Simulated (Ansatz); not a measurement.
## CH5AlO2 (SMILES C[Al](O)O): methods side by side

CH5AlO2 has 9 atoms, charge 0, and is taken as a singlet. As SMILES, `C[Al](O)O`. The coordinates come from a PBE0-D4/def2-TZVP relaxation. This is one conformer, not always the lowest.

```xyz
9

C    -0.0251    1.1098   -1.0341
Al   -0.0013   -0.3029    0.2856
O     0.9577   -1.6729   -0.0067
O    -0.9337   -0.1316    1.6941
H    -0.2270    0.7124   -2.0323
H    -0.7806    1.8635   -0.8037
H     0.9458    1.6112   -1.0847
H     1.0483   -2.4223    0.5773
H    -0.9841   -0.7672    2.4045
```

Each level gives the electronic atomisation energy (eV). The values are calculated. Electronic energies at fixed atoms, without zero-point motion or spin-orbit coupling.

```
            level                    kind  program  value (eV)  less CCSD(T)/def2-SVP  CPU time (all runs)
  revPBE/def2-SVP                     GGA   Ansatz       34.42                  +1.02                4.6 s
  r2SCAN/def2-SVP                meta-GGA   Ansatz       35.42                  +2.02                 11 s
   B3LYP/def2-SVP           global hybrid   Ansatz       34.97                  +1.57                5.3 s
 wB97M-V/def2-SVP  range-separated hybrid   Ansatz       35.77                  +2.37                 37 s
PBE-QIDH/def2-SVP           double hybrid   Ansatz       34.53                  +1.13                6.3 s
RPA@PBE0/def2-SVP                     RPA   Ansatz       32.46                  -0.94                8.1 s
     MP2/def2-SVP     perturbation theory   Ansatz       34.06                  +0.66                1.8 s
 CCSD(T)/def2-SVP   coupled cluster or CI   Ansatz       33.40                   0.00                 10 s
```

CCSD(T)/def2-SVP is the highest level here, not the true value. The values span 32.46 to 35.77 eV. Times are those of the runs behind each value, whatever else they computed, on shared processors of several kinds: orders of magnitude only.

Every level except RPA@PBE0 binds the molecule more strongly than CCSD(T) in the same basis, with wB97M-V giving the largest excess, +2.37 eV. This offset shouldn't be read simply as density-functional overbinding. Atomisation breaks electron pairs in the polar Al–O and O–H bonds as well as the Al–C and C–H bonds, and much of the correlation energy lost comes from the short-range motion of these pairs. Wavefunction correlation needs functions of high angular momentum to describe that motion, whereas a semilocal functional builds it in through the density; the small basis therefore probably lowers the CCSD(T) value more than those of the conventional functionals. The closeness of revPBE to CCSD(T) is thus no evidence that it is more accurate than r2SCAN or wB97M-V, and the ordering could change near the basis-set limit. Nor does the total atomisation energy separate the strength of the Al–C bond from that of the Al–O bonds, or establish resistance to hydrolysis or oligomerisation.
